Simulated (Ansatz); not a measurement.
**GeH2O (germanone): the energy, rung by rung**

GeH2O: 4 atoms, total charge 0, spin state singlet. As SMILES, `[O]=[GeH2]`. Geometry: a GFN2-xTB relaxation, a rough one for these elements and not checked as a minimum.

| atom | x (Å) | y (Å) | z (Å) |
| --- | --- | --- | --- |
| O | -0.0573 | -0.9394 | 1.3060 |
| Ge | -0.0012 | -0.0206 | 0.0286 |
| H | -1.1122 | 0.0703 | -1.0116 |
| H | 1.1707 | 0.8897 | -0.3230 |

Each level gives the energy change with the Ge2–H3 bond stretched from 1.525 to 3.049 Å (eV). The values are calculated.

| level | kind | program | value (eV) | less FCI/STO-3G | CPU time (all runs) |
| --- | --- | --- | --- | --- | --- |
| HF/STO-3G (restricted) | Hartree–Fock | Ansatz | 7.42 | +3.86 | 0.32 s |
| revPBE/STO-3G (restricted) | GGA | Ansatz | 4.23 | +0.67 | 3.2 s |
| r2SCAN/STO-3G (restricted) | meta-GGA | Ansatz | 4.73 | +1.17 | 6.5 s |
| r2SCAN0/STO-3G (restricted) | hybrid meta-GGA | Ansatz | 5.53 | +1.97 | 6.4 s |
| CAM-B3LYP/STO-3G (restricted) | range-separated hybrid | Ansatz | 5.69 | +2.13 | 2.6 s |
| B2PLYP/STO-3G (restricted) | double hybrid | Ansatz | 4.84 | +1.28 | 3.4 s |
| CCSDT(Q)/STO-3G (restricted) | coupled cluster or CI | Ansatz | 3.54 | -0.02 | 1.4 s |
| CCSDTQ/STO-3G (restricted) | coupled cluster or CI | Ansatz | 3.56 | 0.00 | 35 s |
| FCI/STO-3G | exact in the basis | Ansatz | 3.56 | 0.00 | 17 s |

FCI/STO-3G is exact within its basis and frozen core, so for wave-function methods in that basis the difference is their error; functionals converge differently with the basis, so for them it is only a difference. Spin-restricted single references rise too steeply as a bond breaks, Hartree–Fock most of all. Perturbation and coupled-cluster corrections on them can overshoot downwards. All-electron rows without a relativistic Hamiltonian named are non-relativistic. The first shape isn't each level's own minimum. The values span 3.54 to 7.42 eV. All rows use very small basis sets, so even the best lies far from the true value. In the correlated wave-function rows the outer d shell of Ge is correlated, in sets not made for it. CPU times are rough (shared hosts, several kinds of processor): they show what a rung costs within a factor of a few.

Stretching the Ge–H bond brings its σ and σ* orbitals close in energy, so the singlet needs both the σ² and σ*² configurations. A single closed-shell determinant instead keeps too much ionic character, with both electrons on the same fragment, which is why Hartree–Fock gives 7.42 eV against the exact-in-basis 3.56 eV. The step from r2SCAN to r2SCAN0, 4.73 to 5.53 eV, isolates the effect of exact exchange: it removes part of the semilocal exchange that mimics this left-right correlation. B2PLYP lies below both hybrids despite its large share of exact exchange, probably because its perturbative term grows as the σ–σ* gap narrows.

CCSDTQ matches FCI to the printed precision, and the perturbative quadruples are only 0.02 eV lower, so connected excitations beyond quadruples matter little at this stretch. revPBE's place as the closest functional probably reflects error compensation rather than a sound description of the separating electron pair. The energy change is not a Ge–H dissociation energy, since the fragments are neither fully separated nor relaxed.
